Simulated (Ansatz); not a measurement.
# A series in volume ratio on LaS

All results are calculated (Ansatz 0.2.0). Plane-wave density functional theory, PAW datasets, Gaussian smearing 0.05 eV: equation of state, the given cell scaled in volume with shape and atoms relaxed at each volume.

The cell before it is scaled or strained (space group Fm-3m, No. 225):
```
LaS
1.0
      0.0000     2.9027     2.9027
      2.9027     0.0000     2.9027
      2.9027     2.9027     0.0000
La S
1 1
Direct
  0.50000 0.50000 0.50000
  0.00000 0.00000 0.00000
```

Settings of every row: paw set soft_2; functional PBEsol; spin treatment none; moment partition spheres; spin axis none; wave cutoff 420 eV; k mesh 10x10x10; symmetry use detected.

Atom hubbard u: 0 on all atoms.

| row | volume ratio | V (Å³/atom) | pressure (GPa) | energy above given cell (meV per atom) |
| --- | --- | --- | --- | --- |
| 1 | 0.96 | 23.478 | 4.014 | 11.81 |
| 2 | 0.98 | 23.967 | 1.897 | 2.84 |
| 3 | 1 | 24.456 | 0.002 | 0 |
| 4 | 1.02 | 24.945 | ? | ? |
| 5 | 1.04 | 25.434 | -3.216 | 10.18 |

Question: what pressure and energy above given cell should row 4 give?

Worked fit of pressure. Take u = (V_r/V)^(2/3) − 1 with V_r = 24.212 Å³ an atom, which is twice the finite (Eulerian) strain; such expansions in the strain, on which the Birch-Murnaghan equation of state is built, carry the rest volume and the bulk modulus. The shown rows have u = 0.02074, 0.0068, -0.00666, -0.03229. Least squares give pressure = 0.9219 + 140.885 × u + 394.61 × u² GPa; a straight line predicts inner rows, each left out in turn, worse (root mean square 0.17 against 0.0023 GPa). The rows lie off it by 0.000, -0.001, 0.001, 0.000. The pressure vanishes at u = -0.0067, or V = 24.46 Å³ an atom, and there the bulk modulus with shape and atoms relaxed is B = −V dP/dV = (2/3)(1 + u) dP/du = 89.8 GPa. The withheld row has u = -0.01969, so the fit gives 0.9219 + 140.885 × (-0.01969) + 394.61 × (-0.01969)² = -1.699 GPa.

The calculation gave -1.696 GPa. The fit lies 0.003 GPa (0.041 % of the column's range) below it; its largest miss of a shown row is 0.001 GPa.

Worked fit of energy above given cell. Take u = (V_r/V)^(2/3) − 1 with V_r = 24.212 Å³ an atom, which is twice the finite (Eulerian) strain; such expansions in the strain, on which the Birch-Murnaghan equation of state is built, carry the rest volume and the bulk modulus. The shown rows have u = 0.02074, 0.0068, -0.00666, -0.03229. Least squares give energy above given cell = 0.699 + 211.15 × u + 15634.8 × u² meV per atom; a straight line predicts inner rows, each left out in turn, worse (root mean square 6.9 against 0.036 meV per atom). The rows lie off it by 0.01, -0.02, 0.01, 0.00. Its lowest point lies at u = -0.0068, or V = 24.46 Å³ an atom, and the curvature there gives the bulk modulus with shape and atoms relaxed, B = (4/9)(1 + u)² E″(u)/V = 89.8 GPa. The withheld row has u = -0.01969, so the fit gives 0.699 + 211.15 × (-0.01969) + 15634.8 × (-0.01969)² = 2.60 meV per atom.

The calculation gave 2.64 meV per atom. The fit lies 0.04 meV per atom (1.5 % of the value, 0.34 % of the column's range) below it; its largest miss of a shown row is 0.02 meV per atom.
